Row 5 looks out of place. In this mode of TiAl₃ the atoms move along the long axis c, as they do in rows 1 and 4, yet it lies at 317.9 cm⁻¹ while those two lie at 195.0 and 253.0 cm⁻¹. For two kinds of motion in this crystal, c is the soft direction. For the third, to which row 5 belongs, it is the hard one.

Harmonic zone-centre phonons of TiAl₃ (I4/mmm, 4-atom cell), calculated with Ansatz 0.2.0 by linear response: PBE, scalar-relativistic, no spin polarization, PAW, plane-wave cutoff 420 eV, 18×18×18 k mesh, Fermi–Dirac smearing of 0.15 eV. Modes are numbered by rising frequency, with the three translations left out.

```csv
row,phonon frequency (cm^-1),mode number
1,195.0,1
2,221.2,2
3,221.2,3
4,253.0,4
5,317.9,5
6,329.6,6
7,329.6,7
8,339.3,8
9,339.3,9
```

**Three motions, each in two kinds of direction**

The crystal is a stack of flat layers perpendicular to c. Layers that hold Ti and Al in equal numbers alternate with layers of Al alone. In a zone-centre mode every repeat unit of the crystal moves in the same way, so it is enough to follow four atoms: one Ti, the Al beside it in the mixed layer, and the two Al atoms of the all-Al layer.

The calculated atomic displacements sort the modes into three motions. Ti moves against the Al of its own layer in row 1 and in rows 8 and 9. The mixed layer moves against the all-Al layer, each almost rigid, in row 5 and in rows 2 and 3. The two atoms of the all-Al layer move against each other in row 4 and in rows 6 and 7.

Rows 1, 4 and 5 are the versions along c. The other six rows are the versions within the plane, and they come in pairs of equal frequency because the two in-plane axes are equivalent by symmetry. The nine rows therefore hold six distinct frequencies.

Mass alone cannot set their order. Rows 1 and 8 move the same two kinds of atom by nearly the same relative amounts, yet one is the lowest mode and the other belongs to the highest pair. A squared frequency measures stiffness divided by mass, and between these two rows it rises by a factor of 3.0. What changes is the direction of motion, and with it the stiffness.

**A contact resists stretching, not sideways motion**

Two atoms joined by a contact feel a strong restoring force when the distance between them changes. If one of them moves at right angles to the contact, the distance hardly changes. A sideways step of 0.1 Å on a contact of 2.724 Å lengthens it by only about 0.002 Å, whereas the same step along the contact changes it by the full 0.1 Å.

The directions of the contacts therefore matter. From the atomic positions, each atom has four neighbours at 2.724 Å, all within its own layer, and eight at 2.887 Å in the layers above and below. The short contacts lie flat, while the longer ones are slanted.

Flat contacts should thus resist in-plane motion and leave motion along c almost free. The calculation can be asked directly, because frequencies and displacements together give the coupling between two kinds of site: the force on one when the other is shifted, summed over all distances. Between Ti and the Al of its layer this coupling is 96 N/m in the plane and about −4 N/m along c. Between the two atoms of the all-Al layer it is 64 and 4 N/m. Each of these sums also holds two partners that lie straight above and below at 4.3 Å, in the next layer of the same kind, so the small values along c are net results and do not belong to the short contacts alone.

This is why c is the soft direction for two of the three motions. When neighbours within a layer move against each other in the plane, they stretch and compress their short contacts. These in-layer couplings supply 82% of the stiffness in rows 8 and 9 and 74% in rows 6 and 7. Along c the same neighbours slide past each other, and almost only the slanted contacts pull them back.

**Why row 5 is stiff**

When whole layers move, neighbours within a layer travel together and their short contacts keep their length. Only the slanted contacts act, whatever the direction, so the advantage of in-plane motion disappears. What remains is a question of geometry: which direction stretches the slanted contacts more?

The answer is c, for two reasons. The slanted contacts are somewhat steeper than 45°, so a step along c changes their length more than a step along their in-plane lean. More important, motion along c stretches or compresses all sixteen slanted contacts of the repeat unit. Motion along one in-plane axis affects only the eight that lean that way, since the other eight stand at right angles to it.

A simple model turns this into frequencies. Every slanted contact is a spring of constant $k$ that acts only along its own line, and all other forces are left out. With $N$ contacts affected, $\theta$ the angle between contact and motion, and $\mu$ the reduced mass of the two layers,

$$K = N k\cos^2\theta, \qquad \tilde\nu = 130.3\,\sqrt{K/\mu}$$

where $K$ is in N/m, $\mu$ in atomic mass units and the wavenumber $\tilde\nu$ in cm⁻¹. A least-squares fit to the squared frequencies of rows 2, 4 and 5, using the calculated displacements, gives $k = 22.1$ N/m with a standard error of about 1 N/m. In these three rows Ti and the Al beside it count about equally, so one average spring can stand for both.

For row 5 the layers are 2.15 Å apart, so $\cos^2\theta = (2.15/2.887)^2 = 0.555$. The mixed layer weighs 74.85 and the all-Al layer 53.96 mass units per repeat unit. Then

$$K = 16\times 0.555\times 22.1 = 196\ \text{N/m}, \qquad \mu = \frac{74.85\times 53.96}{74.85+53.96} = 31.4$$

With these values the formula gives nearly the same frequency as the full model, which uses the calculated displacements in place of rigid layers and puts row 5 at 324 cm⁻¹.

That is about 2% above the calculated frequency, but row 5 was part of the fit, so the agreement in size is no independent proof.

The comparison of directions is a better test, because $k$ and the masses cancel. Geometry alone makes the layer motion 2.5 times as stiff along c as in the plane, hence 1.58 times as high in frequency. The calculated ratio of row 5 to row 2 is $317.9/221.2 = 1.44$. The model thus gets the direction right and exaggerates the contrast. Some resistance to sideways motion, or forces between more distant atoms, could account for the difference; the numbers at hand do not separate the two.

**Where equal springs fail**

Row 1 was not in the fit, and there the model gives 231 cm⁻¹, which is 18% too high. The main reason is that the slanted springs are not equal. Along c, each atom of the all-Al layer is coupled to Ti with 61 N/m but to the Al of the mixed layer with only 32 N/m. In row 1 this weakly held Al moves nearly twice as far as the heavier Ti, so the motion draws mostly on the softer contacts.

Two smaller parts remain. The fitted constant is a little too stiff for motion along c, where these two couplings average to 21.0 N/m per contact. The other part is the slightly negative coupling along c between Ti and the Al site of the mixed layer, which takes about 9% off the stiffness of row 1. No cause is offered for it. It is a small remainder in a metal whose phonons depend on the k mesh, and no second mesh is available to show whether it would persist.

Ti–Al couplings exceed Al–Al couplings within the layers as well, if in-plane motion is compared. This fits a picture of the bonding in which the d states of Ti mix with the p states of Al and make the bond directional and strong. The vibrations show only that the Ti–Al couplings, summed over all distances, are the larger ones; the electronic reason is an argument from general chemistry, as no analysis of the bonds is given here.

The same difference bears on the top of the table. The in-layer coupling is about 1.5 times as strong for Ti against Al as for Al against Al, but the reduced mass of the moving pair is also larger, by about 1.3 times. The two effects offset each other only in part: the in-layer couplings alone would leave rows 8 and 9 about 24 cm⁻¹ higher. The slanted contacts narrow the gap further. They supply 26% of the stiffness in rows 6 and 7 but only 18% in rows 8 and 9, where the atom that moves most is the weakly held Al. Rows 6 and 7 end up only 9.7 cm⁻¹ below rows 8 and 9. Without a test of the mesh, the order of these two pairs should not carry much weight.

**Reading another layered crystal**

The same reasoning can be tried on a related stack of layers. First ask which neighbours move against each other, and then which of their contacts lie along the motion. If the neighbours share a flat layer, expect the in-plane version to be the stiffer one. If whole layers move, count the slanted contacts that each direction stretches and weigh them by their steepness. Geometry ranks the directions of one given motion; to rank different motions against each other, the strengths of the springs and the masses are needed too.
